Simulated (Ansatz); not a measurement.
## GeH3 (SMILES [GeH3]): methods side by side

The species is GeH3 (4 atoms), meant as a doublet with charge 0. As SMILES, `[GeH3]`. Geometry: relaxed at PBE0-D4/def2-TZVP.

Each level gives the vertical energy of the quartet above the doublet (eV). The values are calculated.

| level | kind | program | value (eV) | less FCI/STO-3G |
| --- | --- | --- | --- | --- |
| UHF/STO-3G | Hartree–Fock | Ansatz | 11.56 | -0.27 |
| USVWN5/STO-3G | LDA | Ansatz | 10.79 | -1.04 |
| U-revPBE/STO-3G | GGA | Ansatz | 10.57 | -1.26 |
| U-r2SCAN/STO-3G | meta-GGA | Ansatz | 10.94 | -0.89 |
| U-r2SCAN0/STO-3G | hybrid meta-GGA | Ansatz | 11.33 | -0.50 |
| UBHLYP/STO-3G | global hybrid | Ansatz | 11.67 | -0.16 |
| UCAM-B3LYP/STO-3G | range-separated hybrid | Ansatz | 11.16 | -0.67 |
| RPA@PBE/STO-3G | RPA | Ansatz | 10.46 | -1.37 |
| UCCSDTQ/STO-3G | coupled cluster or CI | Ansatz | 11.83 | 0.00 |
| FCI/STO-3G | exact in the basis | Ansatz | 11.83 | 0.00 |

FCI/STO-3G is exact within its basis and frozen core, so for wave-function methods in that basis the difference is their error; functionals converge differently with the basis, so for them it is only a difference. All-electron rows without a relativistic Hamiltonian named are non-relativistic. The values span 10.46 to 11.83 eV. All rows use very small basis sets, so even the best lies far from the true value. In the correlated wave-function rows the outer d shell of Ge is correlated, in sets not made for it.

Every level places the doublet well below the quartet, as expected for a pyramidal germyl radical with three Ge–H bonds and one unpaired electron in a germanium-centred lone-pair-like orbital. Reaching the quartet means unpairing a bonding σ pair and promoting one electron to a Ge–H antibonding orbital, so the cost is essentially that of breaking a bond at fixed geometry. The minimal basis offers only compact antibonding orbitals for that electron, with no diffuse space into which it could relax.

UHF gives too small a gap because it misses the opposite-spin correlation of the bonding pair, which stabilises the doublet more than the quartet. UCCSDTQ recovers this balance to the printed precision. The three hybrids lie above all the semilocal functionals, probably because exact exchange penalises the promotion more strongly, yet UBHLYP also exceeds UHF, so the exchange fraction alone does not order the values. The vertical gap leaves open whether the quartet has a bound minimum or loses hydrogen on relaxation.
